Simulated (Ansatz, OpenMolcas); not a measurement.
# HBS (hydrogen boron sulfide): methods side by side

HBS has 3 atoms, charge 0, and is taken as a singlet. SMILES: `B=S`. The coordinates come from a PBE0-D4/def2-TZVP relaxation.

```xyz
3

B    -0.0387   -0.0146    0.1348
S     0.3992    0.1476   -1.3933
H    -0.3605   -0.1331    1.2585
```

Each level gives the energy change with the B1–S2 bond stretched from 1.598 to 1.997 Å (eV). The values are calculated.

```tsv
level	kind	program	value (eV)	less FCI/STO-3G
SVWN5/STO-3G (restricted)	LDA	OpenMolcas	3.02	+0.11
BHLYP/STO-3G (restricted)	global hybrid	Ansatz	3.47	+0.56
r2SCAN0/STO-3G (restricted)	hybrid meta-GGA	Ansatz	3.38	+0.47
HSE06/STO-3G (restricted)	range-separated hybrid	Ansatz	3.24	+0.33
wB97M-V/STO-3G (restricted)	range-separated hybrid	Ansatz	3.39	+0.48
RPA@PBE/STO-3G (restricted)	RPA	Ansatz	2.76	-0.15
MP2/STO-3G (restricted)	perturbation theory	OpenMolcas	3.44	+0.53
CCSDTQ/STO-3G (restricted)	coupled cluster or CI	Ansatz	2.89	-0.02
FCI/STO-3G	exact in the basis	OpenMolcas	2.91	0.00
```

FCI/STO-3G is exact within its basis and frozen core, so for wave-function methods in that basis the difference is their error; functionals converge differently with the basis, so for them it is only a difference. The first shape isn't each level's own minimum. The values span 2.76 to 3.47 eV. All rows use very small basis sets, so even the best lies far from the true value.

Stretching the B–S bond costs 2.91 eV in the exact treatment within this basis, and CCSDTQ comes within 0.02 eV of it, whereas MP2 overshoots by 0.53 eV. The bond combines a σ bond with π donation from sulfur lone pairs into the empty boron p orbitals. As it lengthens, the overlap falls, the bonding and antibonding levels approach each other, and configurations with electrons promoted between them gain weight. This correlation stabilises the stretched geometry more than the short one, and second-order theory evidently captures too little of the gain.

Among the functionals, SVWN5 gives the lowest cost and BHLYP, with its large share of exact exchange, the highest. This fits the tendency of exact exchange to penalise a stretched closed-shell bond, while local exchange partly mimics the missing left-right correlation. The exchange fraction isn't the whole explanation, since r2SCAN0 and HSE06 differ despite similar short-range fractions. The closeness of SVWN5 to FCI probably reflects error cancellation, and a single stretch doesn't establish the accuracy of any method towards dissociation.
